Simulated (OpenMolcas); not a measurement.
**CH5Ge (SMILES [CH3][GeH2]): methods side by side**

The species is CH5Ge (7 atoms), meant as a doublet with charge 0. As SMILES, `[CH3][GeH2]`. The coordinates come from a PBE0-D4/def2-TZVP relaxation.

Each level gives the vertical ionisation energy (to the singlet cation) (eV). The values are calculated.

```csv
level,kind,program,value (eV),CPU time (all runs)
USVWN5/def2-TZVP,LDA,OpenMolcas,8.15,91 s
U-revPBE/def2-TZVP,GGA,OpenMolcas,8.03,2.1 min
UBLYP/def2-TZVP,GGA,OpenMolcas,7.94,2.1 min
U-r2SCAN/def2-TZVP,meta-GGA,OpenMolcas,8.28,2.5 min
UTPSS/def2-TZVP,meta-GGA,OpenMolcas,8.11,2.9 min
UB3LYP/def2-TZVP,global hybrid,OpenMolcas,8.17,2.1 min
UBHLYP/def2-TZVP,global hybrid,OpenMolcas,8.12,2.1 min
UM06-2X/def2-TZVP,hybrid meta-GGA,OpenMolcas,8.15,2.5 min
```

All-electron rows without a relativistic Hamiltonian named are non-relativistic. The values span 7.94 to 8.28 eV. Times are those of the runs behind each value, whatever else they computed, on shared processors of several kinds: orders of magnitude only.

The eight functionals agree fairly closely on the vertical ionisation energy, and the result doesn't follow the usual ladder of functionals. The two GGAs give the lowest values, r2SCAN the highest, and LDA coincides with M06-2X at 8.15 eV. Nor does more exact exchange raise the value steadily: it goes from 7.94 eV with BLYP to 8.17 eV with B3LYP, then back to 8.12 eV with BHLYP.

The modest spread probably reflects the simple character of the ionisation, which removes the unpaired electron from a largely germanium-centred orbital and leaves a closed-shell cation. In a pyramidal germyl radical this orbital has appreciable 4s character, which stabilises it. The cation, by contrast, prefers a planar germanium centre with an empty 4p orbital, into which the methyl group can donate by hyperconjugation. Vertical ionisation therefore leaves the cation in a strained geometry, and the adiabatic threshold should lie noticeably lower. These values are thus better compared with a photoelectron band maximum than with an ionisation onset.
